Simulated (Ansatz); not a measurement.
**Redistribution: C3H5F3 + CH4O → C2H3F3O + C2H6**

Gas-phase species: C3H5F3 (1,1,1-trifluoropropane) `CCC(F)(F)F`, singlet; CH4O (methanol) `CO`, singlet; C2H3F3O (2,2,2-trifluoroethanol) `OCC(F)(F)F`, singlet; C2H6 (ethane) `CC`, singlet. The partners trade CH3 for OH; both sit on C, so the bond types are kept.

Shapes, held fixed at every level: PBE0-D4/def2-TZVP. Flexible molecules stand in one conformer, not always the lowest. Programs: Ansatz 0.2.0. The zero-point and thermal change to 298 K, harmonic and unscaled (PBE0-D4/def2-TZVP), is -0.5 kJ/mol.

```json
{"level": "HF/def2-SVP", "kind": "Hartree–Fock", "ΔH(298 K) (kJ/mol)": "-1.6", "less CCSD(T)/CBS estimate": "-4.6"}
{"level": "HF/def2-TZVPP", "kind": "Hartree–Fock", "ΔH(298 K) (kJ/mol)": "-0.3", "less CCSD(T)/CBS estimate": "-3.3"}
{"level": "r2SCAN-D4/def2-TZVPP", "kind": "meta-GGA", "ΔH(298 K) (kJ/mol)": "-0.4", "less CCSD(T)/CBS estimate": "-3.4"}
{"level": "wB97X-V/def2-TZVPP", "kind": "range-separated hybrid", "ΔH(298 K) (kJ/mol)": "+1.1", "less CCSD(T)/CBS estimate": "-1.9"}
{"level": "B2PLYP/def2-TZVPP", "kind": "double hybrid", "ΔH(298 K) (kJ/mol)": "+0.5", "less CCSD(T)/CBS estimate": "-2.5"}
{"level": "CCSD/def2-TZVPP", "kind": "coupled cluster or CI", "ΔH(298 K) (kJ/mol)": "+1.5", "less CCSD(T)/CBS estimate": "-1.5"}
{"level": "CCSD(T)/CBS estimate", "kind": "coupled cluster or CI", "ΔH(298 K) (kJ/mol)": "+3.0", "less CCSD(T)/CBS estimate": "0.0"}
```

The highest level, CCSD(T)/CBS estimate, gives ΔH(298 K) = +3.0 kJ/mol; the levels span -1.6 to +3.0. That is about zero within the method's error. They disagree on the sign: 4 of 7 are positive. The column of differences is taken from that level and isn't an error. No measured value is set beside it here. The CBS estimate extrapolates MP2 from def2-TZVPP and def2-QZVPP and adds CCSD(T) − MP2 in the triple-zeta set, cores frozen.

The exchange is close to thermoneutral, and the calculation doesn't settle which side is favoured. Because the bond types are kept, the large bond energies mostly cancel, leaving the difference in how CH3 and OH respond to a neighbouring CF3 group. In unfluorinated alcohols, OH gains more than CH3 from moving from a methyl to a larger alkyl carbon, which would favour the products. The strongly electron-withdrawing CF3 group probably offsets that gain by destabilising the already positive carbon of the polar C–O bond, although an O–H···F contact can recover part of the loss.

In the triple-zeta set, CCSD moves the enthalpy from the Hartree–Fock value of -0.3 to +1.5 kJ/mol, so correlation favours the reactants slightly. This suggests a somewhat greater correlation gain from CF3 beside the more polarisable CH3 than beside OH. The further rise to +3.0 kJ/mol can't be assigned to triple excitations alone, since the basis changes as well.
